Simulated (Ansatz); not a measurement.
A series in volume per atom on Li

All results are calculated (Ansatz 0.2.0 development build). Equation of state of a cubic crystal from periodic Kohn-Sham density functional theory without spin; pressure corrected for the finite basis.

Cell of the first row (space group Im-3m, No. 229):
```
cell vectors (Å)
  -1.6704     1.6704     1.6704
   1.6704    -1.6704     1.6704
   1.6704     1.6704    -1.6704
atoms (fractions of the cell vectors)
Li  0.00000  0.00000  0.00000
```

Settings of every row: formula Li; structure type bcc; functional r2SCAN; spin treatment none; k mesh 14x14x14; occupation method fermi-dirac; occupation width 0.1 eV; wave cutoff 120 eV; datasets all-electron datasets; density cutoff ratio 7; dirac inner shells no; nucleus point.

| row | volume per atom (Å³) | energy above lowest point (meV/atom) | pressure (GPa) |
| --- | --- | --- | --- |
| 1 | 18.645 | ? | ? |
| 2 | 19.253 | 7.21 | 1.36 |
| 3 | 19.861 | 3.05 | 0.846 |
| 4 | 20.469 | 0.72 | 0.394 |
| 5 | 21.077 | 0 | -0.005 |

Question: what energy above lowest point and pressure should row 1 give?

Worked fit of energy above lowest point. Take u = (V_r/V)^(2/3) − 1 with V_r = 20.165 Å³ an atom, which is twice the finite (Eulerian) strain; such expansions in the strain, on which the Birch-Murnaghan equation of state is built, carry the rest volume and the bulk modulus. The shown rows have u = 0.03134, 0.01018, -0.00993, -0.02906. Least squares give energy above lowest point = 1.671 + 114.92 × u + 1973.8 × u² meV/atom; a straight line predicts inner rows, each left out in turn, worse (root mean square 1.1 against 0.01 meV/atom). All shown rows lie on it to the printed digit. The withheld row has u = 0.05364, so the fit gives 1.671 + 114.92 × (0.05364) + 1973.8 × (0.05364)² = 13.51 meV/atom.

The calculation gave 13.45 meV/atom. The fit lies 0.06 meV/atom (0.45 % of the column's range) above it; its largest miss of a shown row is 0.00 meV/atom. This row lies beyond the range of the fit.

Worked fit of pressure. Take u = (V_r/V)^(2/3) − 1 with V_r = 20.165 Å³ an atom, which is twice the finite (Eulerian) strain; such expansions in the strain, on which the Birch-Murnaghan equation of state is built, carry the rest volume and the bulk modulus. The shown rows have u = 0.03134, 0.01018, -0.00993, -0.02906. Least squares give pressure = 0.6129 + 22.498 × u + 42.7 × u² GPa; a straight line predicts inner rows, each left out in turn, worse (root mean square 0.025 against 0.00073 GPa). All shown rows lie on it to the printed digit. The pressure vanishes at u = -0.0288, or V = 21.07 Å³ an atom, and there the bulk modulus at fixed shape and fractions is B = −V dP/dV = (2/3)(1 + u) dP/du = 13 GPa. The withheld row has u = 0.05364, so the fit gives 0.6129 + 22.498 × (0.05364) + 42.7 × (0.05364)² = 1.943 GPa.

The calculation gave 1.945 GPa. The fit lies 0.002 GPa (0.1 % of the column's range) below it; its largest miss of a shown row is 0.000 GPa. This row lies beyond the range of the fit.
